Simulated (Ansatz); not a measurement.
## How methods differ on NH2 (SMILES [NH2])

NH2 has 3 atoms, charge 0, and is taken as a doublet. SMILES: `[NH2]`. The shape was relaxed beforehand at r2SCAN/def2-SVP.

```xyz
3

N     0.3480   -0.2065    0.1715
H     0.1234    0.8046    0.1552
H    -0.4713   -0.5981   -0.3267
```

Quantity: the adiabatic electron affinity (to the singlet anion, shapes relaxed at r2SCAN/def2-SVP, no zero-point term), in eV. The values are calculated.

The electron affinity is E(neutral) − E(anion): positive where the electron is bound.

```tsv
level	kind	program	value (eV)
UHF/def2-TZVPP	Hartree–Fock	Ansatz	-1.51
USVWN5/def2-TZVPP	LDA	Ansatz	0.53
UBLYP/def2-TZVPP	GGA	Ansatz	0.10
U-r2SCAN/def2-TZVPP	meta-GGA	Ansatz	-0.04
UB3LYP/def2-TZVPP	global hybrid	Ansatz	0.14
UCAM-B3LYP/def2-TZVPP	range-separated hybrid	Ansatz	0.12
UB2PLYP/def2-TZVPP	double hybrid	Ansatz	0.05
RPA@PBE/def2-TZVPP	RPA	Ansatz	0.17
```

The values span -1.51 to 0.53 eV.

Hartree–Fock places the anion far above the neutral radical, at -1.51 eV, whereas every method that includes correlation gives a value near zero or positive. The added electron fills the singly occupied, essentially nonbonding nitrogen 2p orbital perpendicular to the molecular plane. This creates a second lone pair in a compact valence shell, so the anion gains much more correlation energy than the radical, and mean-field exchange alone misses that gain.

Amide is well known as a bound anion in the gas phase, so the negative r2SCAN value is not evidence of spontaneous detachment, and the small positive values also underestimate the binding. The likely common cause is the lack of diffuse functions in def2-TZVPP, which confines the anion's outer density and raises its energy relative to the neutral. The larger LDA value, 0.53 eV, probably benefits from overbinding that offsets part of this basis error. Its closeness to the real affinity is therefore no sign of a better description, and the spread does not rank the functionals for anions.
